## A hop that should be simple

A hydrogen atom that leaves one atom and joins another should trace a smooth hill. The top should come about where the old bond is half broken and the new one half made. The path below, for the small molecule B₂H₅N, has a single hill, but its shape is quite different.

Climbing-image nudged elastic band for a hydrogen shift in B₂H₅N (neutral singlet), calculated with Ansatz 0.2.0 at the restricted PBE-D4/def2-SVP level. Five images lie between the relaxed ends, and the force limit was 0.05 eV/Å. Energies are electronic, without zero-point terms; the band force is the largest component on each image.

```tsv
row	energy over the start (eV)	path length (Å)	band force (eV/Å)
1	0.000	0.000	n/a
2	0.243	0.939	0.006
3	0.760	1.879	0.005
4	1.343	2.818	0.013
5	3.897	3.757	0.006
6	2.577	4.372	0.007
7	2.121	4.988	n/a
```

The energy over the start climbs slowly as far as row 4, leaps to its top in row 5, and then falls only part of the way back. The top comes at 75 % of the path length, well past the middle. To see why, we must first ask what the two ends are.

## What changes between the ends

The start is a planar chain, H₂B–NH–BH₂. Call its heavy atoms B1, N2 and B3, and let H4 be the hydrogen that leaves B1. At the end H4 sits on nitrogen, and B1 and B3, which were 2.55 Å apart, are bonded at 1.61 Å. The chain has become a three-membered ring, so the path contains a ring closure as well as a hydrogen transfer.

Counting electrons shows how the two events belong together. The molecule has eight valence pairs. In the chain, seven of them form single bonds and the eighth is nitrogen's lone pair; in the ring, all eight form single bonds. In this formal count H4 moves like a proton: it leaves its old pair behind to become the B–B bond, and takes up nitrogen's lone pair as its new bond.

## Why the end lies high

The ring has one more single bond than the chain, yet it lies 2.12 eV higher. The reason, by standard bonding theory, is that the lone pair was already at work. In the chain it spreads into the empty p orbitals of both boron atoms and strengthens both B–N bonds. Once it holds H4, it can no longer do so, and the ring also has to bear the strain of its narrow angles.

The allyl cation is a simpler system with the same pattern: one pair of π electrons shared over three atoms in a row. If the middle atom takes up a fourth single bond, the sharing ends. The comparison holds for the orbitals only, because in the allyl cation the three atoms are of one element, whereas here the pair stays mostly on nitrogen.

The bond lengths agree with this picture. Both B–N bonds measure 1.43 Å in the chain, but 1.52 and 1.74 Å in the ring. They show weaker B–N bonding, though they do not divide the energy between lost sharing and strain.

## A ring nearly closed, a hydrogen halfway

Hammond's postulate says that the top of an uphill step resembles the product. For the closing of the ring this is true: at the top, 87 % of the B1–B3 shortening is done, and the N2–B3 bond has stretched from 1.43 to 1.68 Å. The B1–N2 bond, however, is still as short as in the chain.

The hydrogen transfer, by contrast, is only about half done. H4 sits over the nearly closed ring, between 1.3 and 1.5 Å from each of the three heavy atoms. Its distance from B1 is already 0.27 Å longer than in the chain, and its distance from N2 is still 0.29 Å longer than in the ring. The old bond and the new one are thus stretched by nearly the same amount. A strong B–H bond has been weakened before a full N–H bond can pay for it, which is probably one reason why the top lies far above both ends.

Shares of distance would mislead here. N2–H4 has done 76 % of its shortening and B1–H4 only 27 % of its lengthening, but much of each range lies where the atoms are hardly bonded at all. The top comes late on the path because the ring closure is nearly complete by then, and what remains is mainly the second half of the hop.

## How late should the top be?

A simple model shows how much of the lateness follows from the energies alone. Let one parabola rise from the start and another, equally stiff, rise from the end, and let them cross at the height of the top. The distance from each end to the crossing then grows as the square root of the climb from that end. The climb is 3.897 eV from the start and $3.897-2.121=1.776$ eV from the end, so the crossing lies at the fraction

$$\frac{\sqrt{3.897}}{\sqrt{3.897}+\sqrt{1.776}}\approx 0.60$$

of the path. The heights are taken from the table, so only the position is tested. The model puts the top past the middle, as it should, but at 60 % instead of 75 %.

The error lies mainly in the equal stiffness. Row 2 is 0.243 eV above the start at a distance of 0.939 Å, while row 6 is 0.456 eV above the end at only 0.616 Å. Energy divided by distance squared is thus more than four times larger on the ring's side. The softer side needs more path to reach the same height, so the top moves towards the ring.

Nor is the climb a true parabola. Row 4 is three quarters of the way to the top, where a parabola would have reached $(3/4)^2$, or 56 %, of the barrier. The calculated energy there is only about a third of it. The real path has a long, gentle approach and a steep final rise.

## The leap into row 5

About two thirds of the barrier is climbed between rows 4 and 5. The mean slope in that step is nearly six times that of the first three steps together. A likely reason, though a guess, is that the early part mostly bends and twists the chain with its bonds intact, while the costly changes of bonding crowd into the last step. With no image between the two rows, the order of ring closure and hydrogen motion there stays open.

The descent is easier to read. Three quarters of the fall is over by row 6, halfway from the top to the end. The ring was almost closed at the top, so the largest changes of bond length left are those of H4, which settles on nitrogen and moves away from both boron atoms. The hill is thus steep on both sides of the point where H4 is shared.

The small values of the band force do not contradict these slopes. For an ordinary image the band force leaves out the pull of the energy along the path, so it can be tiny on a steep hillside. It tells us that the band has settled, not that the energy is flat.

## How far to trust the height

The top is a true first-order saddle of this calculation, but its height is less certain. The orbitals were kept doubly occupied while bonds break; if a state with unpaired electrons lies lower at the top, the barrier is too high. The semilocal functional tends to err the other way, and zero-point motion is left out. The 3.9 eV also belongs to this one path, and an easier route between the same ends may exist.

For a related rearrangement, the question to ask first is which electron pair will form the new bond, and what that pair was doing before. If it was already strengthening other bonds, the new bond comes at their expense.
